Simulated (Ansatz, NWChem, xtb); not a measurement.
# Computed against measured: dipole moment

6 molecules of light elements (H to F); the dipole moment in D, computed less measured. Shapes, held fixed at every level: PBE0-D4/def2-TZVP. No vibrational averaging. Dipoles are compared by magnitude; molecules under 1 D, whose direction can flip, are left out. Programs: Ansatz 0.2.0, NWChem 7.3.0, xtb 6.7.1. A level may come from different programs for different species; with the same settings they agree closely. Measured values: NIST CCCBDB.

Levels: A = GFN2-xTB; B = r2SCAN-D4/def2-TZVPP; C = PBE0/def2-SVP; D = wB97M-V/def2-TZVPP.

| molecule | measured | A | B | C | D |
| --- | --- | --- | --- | --- | --- |
| HNC (hydrogen isocyanide) | 3.05 | -0.33 | +0.09 | +0.10 | +0.02 |
| C2H3F3 (1,1,1-trifluoroethane) | 2.32 | +0.72 | -0.09 | -0.11 | -0.04 |
| C2H4F2 (1,1-difluoroethane) | 2.27 | +0.61 | -0.13 | -0.13 | -0.08 |
| C2H5F (SMILES CCF) | 1.96 | +0.45 | -0.13 | -0.12 | -0.09 |
| C3H5N (SMILES CCC#N) | 4.02 | -0.19 | +0.13 | -0.13 | +0.08 |
| C3H6O (SMILES CC1CO1) | 2.01 | +0.31 | -0.16 | -0.04 | -0.08 |

(1) Which level does best on this set, which worst, and which err to one side?

## Answers

(1) 
```
               level                    kind  mean error  mean absolute error  worst case
            GFN2-xTB          semi-empirical      +0.262                0.435      C2H3F3
r2SCAN-D4/def2-TZVPP                meta-GGA      -0.048                0.122       C3H6O
       PBE0/def2-SVP           global hybrid      -0.072                0.105      C2H4F2
  wB97M-V/def2-TZVPP  range-separated hybrid      -0.032                0.065       C2H5F
```

On this set wB97M-V/def2-TZVPP has the smallest mean absolute error and GFN2-xTB the largest. GFN2-xTB is too high in 4 of 6; PBE0/def2-SVP is too low in 5 of 6. The levels differ in basis as well as in method. The set is small.

The GFN2-xTB errors follow bond type: the dipole is too large in the three fluoroethanes and the epoxide, but too small in HNC and the nitrile. Among the fluoroethanes the excess grows with fluorine count, from +0.45 to +0.72 D. An exaggerated polarity of the C–F bond may explain the sign of the error, but a fixed error per bond would not explain its growth, since at near-tetrahedral angles two or three equal bond dipoles on one carbon sum to little more than a single one. In HNC and the nitrile, the moment depends instead on a balance between lone-pair density and a polarised multiple bond, so an error in C–F polarity need not carry over to them.

The two triple-zeta levels show a much weaker pattern of the opposite sign, slightly too high for HNC and the nitrile and too low for the saturated molecules. PBE0/def2-SVP breaks it at the nitrile, with -0.13 D. The small mean errors of r2SCAN and wB97M-V therefore owe something to cancellation between bond classes. The results support caution with GFN2-xTB electrostatics for fluoroalkanes, but not a meaningful ranking of r2SCAN against PBE0.
